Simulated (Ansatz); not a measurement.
# Strength of the C–Ge bond: C3H10Ge → C3H7 + GeH3

Species: C3H10Ge `C[CH](C)[GeH3]`, singlet; C3H7 `C[CH]C`, doublet; GeH3 `[GeH3]`, doublet. 

Shapes, held fixed at every level: PBE0-D4/def2-TZVP. Programs: Ansatz 0.2.0. The zero-point and thermal change to 298 K, harmonic and unscaled (PBE0-D4/def2-TZVP), is -16.1 kJ/mol.

```
               level                    kind  ΔH(298 K) (kJ/mol)  less CCSD(T)/def2-TZVPP
         HF/def2-SVP            Hartree–Fock              +187.9                   -118.4
r2SCAN-D4/def2-TZVPP                meta-GGA              +271.3                    -35.0
  wB97M-V/def2-TZVPP  range-separated hybrid              +299.5                     -6.8
        MP2/def2-SVP     perturbation theory              +305.2                     -1.1
      MP2/def2-TZVPP     perturbation theory              +324.3                    +18.0
    CCSD(T)/def2-SVP   coupled cluster or CI              +289.8                    -16.5
       CCSD/def2-SVP   coupled cluster or CI              +281.6                    -24.7
  CCSD(T)/def2-TZVPP   coupled cluster or CI              +306.3                      0.0
```

The highest level, CCSD(T)/def2-TZVPP, gives ΔH(298 K) = +306.3 kJ/mol; the levels span +187.9 to +324.3. The column of differences is taken from that level and isn't an error. Hartree–Fock misses the correlation of the pair that is broken and comes out low. No measured value is set beside it here. Open shells run unrestricted unless RO is named. Relativity is left out for Ge unless named. Correlated rows may include outer-core shells of Ge, which these sets cover unevenly.

Breaking this C–Ge bond costs +306.3 kJ/mol at the highest level, which fits a covalent bond weaker than a typical alkane C–C bond. The diffuse germanium 4s and 4p orbitals overlap less effectively with the compact carbon valence shell, and the bond's polarity only partly makes up for this. Hyperconjugation in the secondary alkyl radical also lowers the cost of cleavage, whereas the germyl radical stays pyramidal and gains little by relaxing.

The near-match of MP2/def2-SVP with the highest level is a cancellation, not a sign of accuracy: MP2 lies above CCSD(T) in both basis sets, while the smaller set lowers both methods. In def2-SVP, connected triples strengthen the bond relative to CCSD, so dynamic correlation beyond doubles matters even for this single bond. The rise of CCSD(T) from +289.8 to +306.3 kJ/mol between the two sets suggests that the basis limit has not been reached and probably lies higher still. The reaction enthalpy alone does not establish how fast the molecule decomposes, since other pathways may compete with homolysis.
